Stretch an insulating crystal evenly in all directions, and two simple things ought to happen. Every bond should lengthen in step with the cell edges, and the dielectric constant should fall, since fewer electrons share each unit of volume. The model behind the second guess is a dilute gas of polarisable atoms: the atoms stay what they are, only their number per volume drops, and $\varepsilon-1$ drops with it. In this rutile form of HfO₂ both guesses run into trouble, for different reasons.

Rutile-type HfO₂ (P4₂/mnm, 6 atoms per cell) at several volumes, computed with Ansatz 0.2.0 using r2SCAN, PAW potentials, a plane-wave cutoff of 500 eV and a 4×4×6 k mesh, without spin polarisation. The cell is strained equally in all directions and the ions are relaxed; the dielectric constants come from linear response with the ions clamped.

| volume (Å³/atom) | c/a | shortest distance (Å) | electronic dielectric xx | electronic dielectric zz |
| --- | --- | --- | --- | --- |
| 11.115 | 0.6655 | 1.991 | 4.276 | 4.712 |
| 11.466 | 0.6655 | 2.014 | 4.249 | 4.705 |
| 11.824 | 0.6655 | 2.038 | 4.227 | 4.703 |
| 12.190 | 0.6655 | 2.063 | 4.208 | 4.708 |
| 12.563 | 0.6655 | 2.087 | 4.193 | 4.718 |
| 12.944 | 0.6655 | 2.109 | 4.181 | 4.736 |
| 13.332 | 0.6655 | 2.126 | 4.171 | 4.759 |
| 13.728 | 0.6655 | 2.143 | 4.164 | 4.788 |
| 14.132 | 0.6655 | 2.159 | 4.158 | 4.824 |

The volume is counted per atom, and c/a, the ratio of the cell edges, is held fixed. Electronic dielectric xx and yy describe a field along the edges a and b and are equal by symmetry; zz describes a field along c. The ions don't move in the field, so these numbers contain the response of the electrons only. The shortest distance is that of the nearest Hf–O pair, with the oxygen positions relaxed in each strained cell.

**From 11.115 to 11.824: dilution wins**

In the first three rows both components fall, as in the gas, but far too slowly. If each cell kept the response it has in the first row, xx would end near 3.6 in the last row, where the calculation gives 4.158. The contents of the cell therefore become easier to polarise as the crystal expands. A likely reason is that with neighbours further away the electrons are less tightly confined, and less energy is needed to excite them from oxygen to hafnium states. The gap of the same runs narrows from about 4.9 to 4.2 eV over the table, which fits this picture, although the bands are not well secured in any row except 12.563. The functional r2SCAN usually makes gaps too small, so the narrowing matters here more than the values themselves.

The outcome is a race between dilution and softening. From the first row to the last, the volume grows by 27%. The response per cell grows by 23% for a field along a and by 31% for a field along c. Dilution thus wins along a and loses along c.

**From 11.824 to 12.563: zz turns upward**

Here zz leaves the simple pattern and starts to rise, while xx goes on falling. The turn needs no special event. Write $\varepsilon-1\propto P/V$, with $P$ the response per cell and $V$ the volume, and let $P$ grow by $p$ percent when $V$ grows by one percent. Then $\varepsilon$ falls as long as $p$ is below one and rises once $p$ is above one.

A smooth curve in which $p$ changes steadily with $\ln V$ was fitted to all nine rows, separately for each direction. At 12.563 it gives $p=0.85$ along a and $1.13$ along c, and $p$ increases with volume in both. For the field along c the fit reads

$$p-1 = 0.127 + 2\times 0.929\,\ln\frac{V}{12.563}.$$

This is zero when the logarithm equals $-0.127/(2\times 0.929)=-0.068$, that is at $V=12.563\,e^{-0.068}\approx 11.7$ Å³ per atom. The lowest zz in the table is in the nearby row 11.824, which was itself part of the fit.

The minimum is shallow. It lies only 0.009 below the first row, half the error of about 0.018 that the calculation states for each value, so its depth and exact place are uncertain. The later rise of 0.121 is well beyond that error.

**From 12.563 to 13.332: the distance breaks, the response does not**

The real kink is in the shortest distance. Up to 12.944 it grows by 0.022 to 0.025 Å per row, a little faster than the cell edges; after that it grows by only 0.016 or 0.017 Å, more slowly than the edges. A single smooth curve through all nine distances misses by up to 0.0025 Å, several times the rounding. Curves of the same kind miss the dielectric constants by less than 0.001, one unit of their last printed digit.

The cause is a change of which bond is the shortest. Each hafnium atom in rutile has two apical oxygen neighbours, in the plane of a and b, and four equatorial ones. Given the cell edges, a single number, the position of oxygen within the cell, sets both lengths. As that position shifts, the two lengths can cross, and the column then passes from one kind of bond to the other.

The distances alone would allow either order, but the electrostatic energy of the bare ion cores settles it. Once the change of scale is removed, this energy depends only on the oxygen position. Taken as linear in that position and calibrated on rows 11.115 and 12.563, it predicts the shortest distance in the four more expanded rows. With the apical bond shorter at first, the largest miss is 0.0015 Å; with the opposite order it is 0.025 Å. The rows from 12.944 on therefore list the equatorial bond, while those before list the apical one.

**From 13.332 to 14.132: why the response stays smooth**

By the last row the apical bond has reached 2.195 Å, while the table shows the equatorial 2.159 Å. The gap of 0.036 Å is how far the printed distance has fallen behind the bond it first followed. Yet neither bond has a kink of its own: both lengthen steadily, and only the choice of the smaller one jumps. The electrons respond to all six bonds at once, so an exchange of rank between the two kinds leaves no mark on $\varepsilon$.

The oxygen shift may also help to explain why c is favoured. Over the whole table the apical bonds stretch by 10% and the equatorial ones by 7%, and only the equatorial bonds have a component along c. One might guess that these less stretched bonds keep more of their covalent character, and with it a stronger response along c. The Born charges of the same runs, which measure how much charge moves with an ion, speak against so simple a picture. On hafnium they rise along c from the first row to the last, after a slight dip at the start, but fall in the plane of a and b, even in the direction where only equatorial bonds have a component. The cause of the contrast therefore stays open. A run with oxygen held at a fixed relative position would show how much the shift contributes, and there is none here. The fixed c/a matters too: under real pressure the two edges could change at different rates, and the contrast between the directions could change with them.

A true break in $\varepsilon$ would be expected where the electronic state or the structure changes abruptly, for instance where the gap closes or the crystal distorts. In these rows the gap stays wide open and the symmetry is the same throughout, though a relaxation that starts from a symmetric cell tends to keep its symmetry, so a distorted structure of lower energy is not ruled out. A kink in a nearest-neighbour distance is thus no sign of such a change until one has checked which bond the distance belongs to. The fits and the reconstructed bond lengths are in the output below.

Numerical output:

```
fit of log(electronic_dielectric_xx - 1) on 9 rows: constant 1.161 +/- 0.00013, coefficient of x -0.1481 +/- 0.0011, coefficient of x2 0.4837 +/- 0.016; rms 0.000209, worst 14.132 0.000297, leave-one-out rms 0.000448
fit of log(electronic_dielectric_zz - 1) on 9 rows: constant 1.313 +/- 7.5e-05, coefficient of x 0.1271 +/- 0.00064, coefficient of x2 0.9287 +/- 0.0094; rms 0.000121, worst 12.563 0.000182, leave-one-out rms 0.000241
fit of d_min on 9 rows: constant 2.086 +/- 0.00097, coefficient of x 0.7089 +/- 0.0083, coefficient of x2 -0.69 +/- 0.12; rms 0.00156, worst 12.944 -0.00248, leave-one-out rms 0.00294
Bond lengths in Å and misses of the smooth curves in thousandths:
     row  apical  equatorial   miss_xx   miss_zz  miss_distance
  11.115   1.991       2.015   -0.8908     0.609         -2.201
  11.466   2.014       2.035    0.5997   -0.6371          1.427
  11.824   2.038       2.054    0.5356   -0.2421          2.447
   12.19   2.063       2.072    0.7019   -0.4116         0.9667
  12.563   2.087       2.091  0.009953    0.6752          -1.04
  12.944   2.112       2.109    -0.712  -0.08656         -2.476
  13.332   2.139       2.126   -0.5491    0.1537         -0.358
  13.728   2.166       2.143   -0.6355    0.3792         0.4013
  14.132   2.195       2.159    0.9395   -0.4401         0.8329
Growth of volume, first to last row, %: 27.14
Growth of response per cell along a, %: 22.56
Growth of response per cell along c, %: 30.98
Change of xx, first to last row: -0.118
Change of zz, first row to minimum: -0.009
Change of zz, minimum to last row: 0.121
Exponent of response per cell with volume at 12.563, along a: 0.8519
Exponent of response per cell with volume at 12.563, along c: 1.127
Largest miss on expanded rows if apical is shortest first, Å: 0.001482
Largest miss on expanded rows if equatorial is shortest first, Å: 0.02461
Stretch of apical bond, first to last row, %: 10.25
Stretch of equatorial bond, first to last row, %: 7.127
```
